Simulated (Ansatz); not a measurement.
A series in volume scale on W

Free energy against uniform scaling of the volume at fixed shape and fractions; periodic cell, basis, potentials, k mesh and filling as listed. The results are calculated, by Ansatz 0.2.0.

The cell before it is scaled or strained (space group Im-3m, No. 229):
```
W
1.0
     -1.5823     1.5823     1.5823
      1.5823    -1.5823     1.5823
      1.5823     1.5823    -1.5823
W
1
Direct
  0.00000 0.00000 0.00000
```

Settings of every row: functional PBE; dispersion D3(BJ)+ATM; potentials PAW; wave cutoff 500 eV; density cutoff 2000 eV; k mesh 12x12x12; k shift 0x0x0; occupations methfessel paxton; smearing width 0.1 eV; spin none.

Limits: coarse k mesh, up to 40 meV an atom off; no spin-orbit coupling, which can matter with elements this heavy.

```csv
row,volume scale,V (Å³/atom),energy above lowest point (meV/atom),pressure (GPa)
1,0.94,14.895,62.1,21.87
2,0.96,15.212,?,?
3,0.98,15.529,6.7,6.68
4,1,15.846,0,0.17
5,1.02,16.163,5.6,-5.76
6,1.04,16.48,22.5,-11.17
7,1.06,16.797,49.5,-16.11
```

Question: what energy above lowest point and pressure should row 2 give?

Worked fit of energy above lowest point. Take u = (V_r/V)^(2/3) − 1 with V_r = 16.005 Å³ an atom, which is twice the finite (Eulerian) strain; such expansions in the strain, on which the Birch-Murnaghan equation of state is built, carry the rest volume and the bulk modulus. The shown rows have u = 0.04908, 0.02033, 0.00668, -0.00653, -0.01931, -0.03169. Least squares give energy above lowest point = 1.35 − 431.2 × u + 34212 × u² − 4224 × u³ meV/atom; a parabola predicts inner rows, each left out in turn, worse (root mean square 0.093 against 0.045 meV/atom). All shown rows lie on it to the printed digit. Its lowest point lies at u = 0.0063, or V = 15.85 Å³ an atom, and the curvature there gives the bulk modulus at fixed shape and fractions, B = (4/9)(1 + u)² E″(u)/V = 310 GPa. The withheld row has u = 0.03446, so the fit gives 1.35 − 431.2 × (0.03446) + 34212 × (0.03446)² − 4224 × (0.03446)³ = 26.9 meV/atom.

The calculation gave 26.9 meV/atom. The fit meets it to the printed digit.

Worked fit of pressure. Take u = (V_r/V)^(2/3) − 1 with V_r = 16.005 Å³ an atom, which is twice the finite (Eulerian) strain; such expansions in the strain, on which the Birch-Murnaghan equation of state is built, carry the rest volume and the bulk modulus. The shown rows have u = 0.04908, 0.02033, 0.00668, -0.00653, -0.01931, -0.03169. Least squares give pressure = −2.877 + 448.41 × u + 1036.2 × u² + 2056 × u³ GPa; a parabola predicts inner rows, each left out in turn, worse (root mean square 0.042 against 0.011 GPa). The rows lie off it by 0.00, 0.00, 0.00, 0.00, -0.01, 0.00. The pressure vanishes at u = 0.0063, or V = 15.85 Å³ an atom, and there the bulk modulus at fixed shape and fractions is B = −V dP/dV = (2/3)(1 + u) dP/du = 310 GPa. The withheld row has u = 0.03446, so the fit gives −2.877 + 448.41 × (0.03446) + 1036.2 × (0.03446)² + 2056 × (0.03446)³ = 13.89 GPa.

The calculation gave 13.88 GPa. The fit lies 0.01 GPa (0.026 % of the column's range) above it, one unit of the last digit.
